**Q:** I have the band energies of CeCr2B2C at six corners of the Brillouin zone, and I am looking for its band gap. The smallest entry under "c1 less v1" is 0.07 eV, at the point A. Is that the gap?

Kohn-Sham band energies of CeCr2B2C in an unrelaxed 6-atom cell, from Ansatz 0.2.0 with r2SCAN and PAW plane waves (500 eV cutoff), scalar-relativistic and without spin polarisation. The k-mesh is 6×6×5, with Fermi-Dirac smearing of 0.1 eV. Band v1 is the highest band filled at some mesh point; v2 and v3 are the next below, c1 and c2 the next above.

```csv
k-point,"coordinates (reciprocal vectors of the computed cell, not always the standard one)",band v3 (eV from the Fermi level),band v2 (eV from the Fermi level),band v1 (eV from the Fermi level),band c1 (eV from the Fermi level),band c2 (eV from the Fermi level),c1 less v1 (eV)
Gamma,0 0 0,-0.25,0.22,0.22,0.36,0.36,0.14
X,0 0.5 0,-0.24,-0.15,0.06,0.62,0.79,0.56
M,0.5 0.5 0,-0.47,-0.47,0.49,0.89,0.89,0.40
Z,0 0 0.5,-0.03,-0.03,0.12,0.74,0.99,0.62
R,0 0.5 0.5,-1.10,-0.63,-0.09,0.74,0.95,0.83
A,0.5 0.5 0.5,-0.48,-0.48,0.78,0.85,0.85,0.07
```

**A:** No. The column gives the spacing of two neighbouring bands at one point, whether or not electrons fill the lower one. Energies count from the Fermi level, so a negative value means a mostly filled state and a positive value a mostly empty one. At A, band v1 lies at 0.78 eV and band c1 at 0.85 eV, and both are empty.

To find what separates filled from empty states at A, go down to band v2 at -0.48 eV. From there to v1 is a step of 1.26 eV, the widest at any of the six corners. The smallest entry in the column thus belongs to the corner where filled and empty states are furthest apart. Only at R does "c1 less v1" span the Fermi level.

**Q:** Then I should take the smallest step across the Fermi level. That is 0.15 eV, at Z. Is this a narrow-gap semiconductor?

**A:** It is a metal in this calculation, and band v2 shows why. At Gamma it lies 0.22 eV above the Fermi level, and at M it lies 0.47 eV below. The energy of a band changes continuously with the wavevector, so v2 must pass through the Fermi level somewhere between these corners. There, filled and empty states meet, and an electron can be excited with as little energy as you like.

Band v1 crosses as well, since it is below the Fermi level at R and above it at the other five corners. The 0.15 eV at Z is therefore a local step. An electron that may change its wavevector finds empty states at no cost.

**Q:** But c1 is above v1 at every corner. If I added or removed electrons, couldn't I put the Fermi level between two bands?

**A:** The bands are numbered by energy at each point, so c1 can never fall below v1 at the same point. A gap demands more: the lowest energy of the upper band anywhere must exceed the highest energy of the lower band anywhere. Here v1 reaches 0.78 eV at A, while c1 comes down to 0.36 eV at Gamma. They overlap by at least 0.42 eV, and no Fermi level fits between them. Bands v2 and v1 overlap in the same way, by at least 0.31 eV.

The cause is a contest between width and spacing. Electrons hop between atoms, and this makes the energy of a band depend on the wavevector. Among the corners, v1 is lowest at R, where c1 lies 0.83 eV above it. At A, v1 is higher by 0.78 + 0.09 = 0.87 eV, enough to pass the level that c1 has at R by 0.04 eV. The rest of the 0.42 eV comes from c1 itself, which lies 0.38 eV lower at Gamma than at R. For a related compound, ask the same thing: from its lowest point, does the lower band climb further than the distance to the next band there? If it does, the two overlap. If it doesn't, they may still overlap, because the upper band can dip elsewhere.

Magnesium is a simpler example. Its cell holds two atoms with two outer electrons each. These could just fill two bands, but the next band begins below the top of the second, so some electrons spill over. The cell here also holds an even number of electrons, and again overlap defeats the count. The likeness ends there, because magnesium has nearly free electrons, while chromium d and cerium f states are to be expected near the Fermi level of this compound.

Six points can establish an overlap, since further points can only enlarge it. They could never establish a gap, because a band may have its extremum between corners.

**Q:** Some neighbouring bands have exactly the same energy, for example v1 and v2 at Gamma. Is that an accident?

**A:** The pattern points to symmetry. Equal pairs occur at Gamma, M, Z and A, and none at X or R, where neighbouring levels stay at least 0.09 eV apart. The crystal is tetragonal: a quarter turn about its long axis leaves it unchanged. Such a turn carries a state that points along one short edge into a partner that points along the other, and the partner must have the same energy.

What matters is where the partner lives. A quarter turn takes Gamma and Z into themselves, and it takes M and A into points that differ from them only by a reciprocal lattice vector, which makes them the same points. The partners then appear side by side in one row of the table. The same turn takes X, at (0, 0.5, 0), to (0.5, 0, 0), which is a different point. The partner is still there, but at that other point, which has the same energies as X and so isn't listed.

A state that the turn changes by no more than a sign has no separate partner, and so single levels occur at the symmetric corners too, such as v1 at M. The pairs also depend on a simplification. Spin-orbit coupling is left out, and it would generally split them. In a free cerium ion the coupling separates the 4f levels by roughly 0.3 eV. A pair in this crystal should split by less, depending on how much 4f character it has.

**Q:** Can I sketch v1 between the corners with a textbook tight-binding band?

**A:** Try the simplest one: a single orbital on a square lattice with hopping to nearest neighbours. Its energy is

$$E = E_0 + 2t\,(\cos 2\pi k_1 + \cos 2\pi k_2) + g(k_3),$$

where $E_0$ is the orbital energy, $t$ the hopping strength, $k_1$, $k_2$ and $k_3$ the coordinates in the table, and $g$ whatever happens along the long axis. The bracket is 2 at Gamma, 0 at X and -2 at M. X must therefore lie midway between Gamma and M, whatever the value of $t$. By the same steps, R must lie midway between Z and A.

For v1 the rule gives (0.22 + 0.49)/2 = 0.355 eV at X, using only the values at Gamma and M. The calculation has 0.06 eV there, so the rule is too high by 0.30 eV. At R it is too high by 0.54 eV, and the computed level doesn't even lie between those at Z and A. These errors are comparable to the features you want to sketch.

The pairs show independently that v1 isn't the band of one orbital. On the straight line from Gamma to Z the quarter turn and the mirror planes that contain the long axis remain symmetries, so a pair stays a pair all the way. Yet v1 belongs to a pair at Gamma and is single at Z. A pair and a single level must have crossed in between, and the label v1, which follows energy order, has moved from one to the other. The column is a ranking, and no single orbital stands behind it.

Band c1 gives the opposite warning. It obeys the midpoint rule to within 0.06 eV at both X and R, although it belongs to a pair at Gamma and is single at Z. Good agreement at a few corners doesn't identify an orbital either.

**Q:** The filling was smeared with a width of 0.1 eV. What would change if I made it ten times smaller?

**A:** The filling of levels near zero would change a great deal, but the metal would remain. The filled fraction of a level at energy $E$ is $f = 1/(e^{E/w} + 1)$, where $w$ is the width. For v1 at X, $E/w$ = 0.06/0.1 = 0.6, so $f$ = 1/(1.8 + 1), or about 35%. With the level held in place and a width of 0.01 eV, the fraction drops below 1%.

At R, v1 would go from about 71% to practically full. That is only what the formula assigns to such a level, because the mesh has five divisions along the long axis and doesn't include Z, R or A. In a new calculation the density, and with it the levels, would also adjust, and such sharp filling would call for a finer mesh. Smearing decides how sharply states are filled around the Fermi level, whereas the overlap comes from the bands themselves.

**Q:** And if I changed an element, so that the cell had fewer electrons?

**A:** For a small change, keep the bands fixed and lower the Fermi level. The calculation has 5.56 states per eV and cell at the Fermi level. To bring the Fermi level down to v1 at R you must move it by 0.09 eV, which takes 5.56 × 0.09 ≈ 0.5 electrons per cell. Band v1 would then no longer be below the Fermi level at any corner, but v2 would still cross it between Gamma and M.

This estimate assumes that the density of states is flat near the Fermi level. The entropy term of the smearing offers a test, since for a flat density $D$ it equals $\pi^2 D w^2/3$. That gives 0.18 eV per cell, about 9% above the value from the actual fillings, so a flat density is a fair average over the range of the smearing. The test is only partial: it can miss a peak much narrower than the smearing, and a density that rises or falls steadily through the Fermi level would pass it too. Take the half electron as a rough figure.

Replacing all the cerium is another matter. It would change the electron count and also remove the cerium f and d states from the bands. Fixed bands are then a poor guide, and the new compound needs its own calculation.

**Q:** Which of these numbers would you rely on?

**A:** I would rely on the overlap more than on the side of the Fermi level on which a nearby level falls. The cell was made by swapping elements in another crystal and wasn't relaxed, and its negative pressure of about 7 GPa shows that it wants to shrink. Levels within about 0.1 eV of zero could change sides: v1 at X and R, and the pair at Z. The second decimal is useful for comparing levels within this table, but it isn't an accuracy for a real crystal.

The overlap has more room. Suppose relaxation moved the top of v2 down by 0.1 eV and the bottom of v1 up by as much. Of the 0.31 eV overlap found at the corners, 0.11 eV would remain.

Magnetism is the larger reservation. The calculation allowed no spin polarisation, so chromium and cerium had no chance to form moments, and these could shift bands by more than 0.1 eV. Functionals of this kind also describe cerium 4f electrons poorly. Finally, these are Kohn-Sham bands, whose spacings aren't true excitation energies. Functionals of this kind tend to place filled and empty bands too close together, so an overlap of a few tenths of an eV doesn't prove that the real compound is a metal. Relaxing the cell and repeating the calculation with spin would address the first two reservations, but not the last two.
